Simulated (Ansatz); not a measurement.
# Se: energy above lowest point and pressure against volume scale

Results calculated with Ansatz 0.2.0, not measured. Free energy against uniform scaling of the volume at fixed shape and fractions; periodic cell, basis, potentials, k mesh and filling as listed.

The cell before it is scaled or strained (space group Fd-3m, No. 227):
```
cell vectors (Å)
   0.0000     3.1256     3.1256
   3.1256     0.0000     3.1256
   3.1256     3.1256     0.0000
atoms (fractions of the cell vectors)
Se  0.50000  0.50000  0.50000
Se  0.75000  0.75000  0.75000
```

Settings of every row: functional PBEsol; dispersion none; potentials PAW; wave cutoff 630 eV; density cutoff 2520 eV; k mesh 5x5x5; k shift 0x0x0; occupations fermi dirac; smearing width 0.1 eV; spin none.

Limits: coarse k mesh, up to 40 meV an atom off; the cell comes from a prototype or a list of computed structures and needn't be the stable phase.

```
row  volume scale  V (Å³/atom)  energy above lowest point (meV/atom)  pressure (GPa)
  1          0.92       28.092                                  19.8            3.49
  2        0.9467       28.908                                   6.1            1.91
  3        0.9733        29.72                                     0            0.54
  4             1       30.535                                   0.3           -0.65
  5        1.0267        31.35                                     ?               ?
  6        1.0533       32.163                                  17.1           -2.56
  7          1.08       32.978                                  32.2           -3.33
```

Question: what energy above lowest point and pressure should row 5 give?

Worked fit of energy above lowest point. Take u = (V_r/V)^(2/3) − 1 with V_r = 30.127 Å³ an atom, which is twice the finite (Eulerian) strain; such expansions in the strain, on which the Birch-Murnaghan equation of state is built, carry the rest volume and the bulk modulus. The shown rows have u = 0.04773, 0.02792, 0.00911, -0.00893, -0.04266, -0.0585. Least squares give energy above lowest point = −0.61 − 20 × u + 9318 × u² + 1253 × u³ meV/atom; a parabola predicts inner rows, each left out in turn, worse (root mean square 0.057 against 0.029 meV/atom). All shown rows lie on it to the printed digit. Its lowest point lies at u = 0.0011, or V = 30.08 Å³ an atom, and the curvature there gives the bulk modulus at fixed shape and fractions, B = (4/9)(1 + u)² E″(u)/V = 44.2 GPa. The withheld row has u = -0.02618, so the fit gives −0.61 − 20 × (-0.02618) + 9318 × (-0.02618)² + 1253 × (-0.02618)³ = 6.3 meV/atom.

The calculation gave 6.3 meV/atom. The fit meets it to the printed digit.

Worked fit of pressure. Take u = (V_r/V)^(2/3) − 1 with V_r = 30.127 Å³ an atom, which is twice the finite (Eulerian) strain; such expansions in the strain, on which the Birch-Murnaghan equation of state is built, carry the rest volume and the bulk modulus. The shown rows have u = 0.04773, 0.02792, 0.00911, -0.00893, -0.04266, -0.0585. Least squares give pressure = −0.074 + 66.08 × u + 179.3 × u² GPa; a straight line predicts inner rows, each left out in turn, worse (root mean square 0.2 against 0.0055 GPa). The rows lie off it by 0.00, 0.00, 0.00, 0.00, 0.01, 0.00. The pressure vanishes at u = 0.0011, or V = 30.08 Å³ an atom, and there the bulk modulus at fixed shape and fractions is B = −V dP/dV = (2/3)(1 + u) dP/du = 44.4 GPa. The withheld row has u = -0.02618, so the fit gives −0.074 + 66.08 × (-0.02618) + 179.3 × (-0.02618)² = -1.68 GPa.

The calculation gave -1.67 GPa. The fit lies 0.01 GPa (0.15 % of the column's range) below it, one unit of the last digit.
